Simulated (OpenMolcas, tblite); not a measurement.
**A ladder of methods for SiHCl2OF (SMILES O[Si](F)(Cl)Cl)**

The species is SiHCl2OF (6 atoms), meant as a singlet with charge 0. As SMILES, `O[Si](F)(Cl)Cl`. The shape is that of a PBE0-D4/def2-TZVP optimisation. This is one conformer, not always the lowest.

| atom | x (Å) | y (Å) | z (Å) |
| --- | --- | --- | --- |
| O | -0.5077 | 0.4537 | 1.1225 |
| Si | 0.2195 | 0.0134 | -0.2474 |
| F | 1.5832 | -0.7267 | 0.0444 |
| Cl | -0.9213 | -1.2729 | -1.3196 |
| Cl | 0.6180 | 1.6839 | -1.2945 |
| H | -0.9496 | -0.2155 | 1.6485 |

Each level gives the vertical ionisation energy (to the doublet cation) (eV). The values are calculated.

```json
{"level": "IPEA1-xTB", "kind": "semi-empirical", "program": "tblite", "value (eV)": "15.57", "less CCSD(T)/def2-SVP": "+3.63", "CPU time (all runs)": "under 2 s"}
{"level": "HF/def2-SVP", "kind": "Hartree–Fock", "program": "OpenMolcas", "value (eV)": "11.78", "less CCSD(T)/def2-SVP": "-0.16", "CPU time (all runs)": "16 s"}
{"level": "SVWN5/def2-SVP", "kind": "LDA", "program": "OpenMolcas", "value (eV)": "11.29", "less CCSD(T)/def2-SVP": "-0.65", "CPU time (all runs)": "36 s"}
{"level": "BLYP/def2-SVP", "kind": "GGA", "program": "OpenMolcas", "value (eV)": "10.89", "less CCSD(T)/def2-SVP": "-1.05", "CPU time (all runs)": "49 s"}
{"level": "M06-L/def2-SVP", "kind": "meta-GGA", "program": "OpenMolcas", "value (eV)": "11.66", "less CCSD(T)/def2-SVP": "-0.28", "CPU time (all runs)": "74 s"}
{"level": "B3LYP/def2-SVP", "kind": "global hybrid", "program": "OpenMolcas", "value (eV)": "11.63", "less CCSD(T)/def2-SVP": "-0.31", "CPU time (all runs)": "54 s"}
{"level": "M06-2X/def2-SVP", "kind": "hybrid meta-GGA", "program": "OpenMolcas", "value (eV)": "12.23", "less CCSD(T)/def2-SVP": "+0.29", "CPU time (all runs)": "72 s"}
{"level": "CCSD(T)/def2-SVP, open shells restricted", "kind": "coupled cluster or CI", "program": "OpenMolcas", "value (eV)": "11.94", "less CCSD(T)/def2-SVP": "0.00", "CPU time (all runs)": "2.3 min"}
```

CCSD(T)/def2-SVP, open shells restricted is the highest level here, not the true value. The values span 10.89 to 15.57 eV. The xTB values lack the empirical shift that such differences need. CPU times are rough (shared hosts, several kinds of processor): they show what a rung costs within a factor of a few.

The electron removed probably comes mainly from chlorine 3p lone pairs, which lie in a higher shell and are less tightly bound than the fluorine 2p pairs. Among the first-principles levels, Hartree–Fock comes closest to the coupled-cluster value, at -0.16 eV. This doesn't make correlation unimportant: the neutral molecule has one more electron to correlate, and the small net difference can hide larger, partly cancelling contributions.

BLYP, B3LYP and M06-2X rise in that order, perhaps because exact exchange reduces the over-stabilisation of a hole shared between the chlorines. Exact exchange alone doesn't order the functionals, however, since M06-L has none and still gives 11.66 eV, marginally above B3LYP. M06-L, B3LYP and M06-2X miss the reference by nearly the same amount, the last with opposite sign, so the data single out none of them. A larger basis would probably raise the coupled-cluster value by recovering more correlation in the neutral, which could change this ranking.
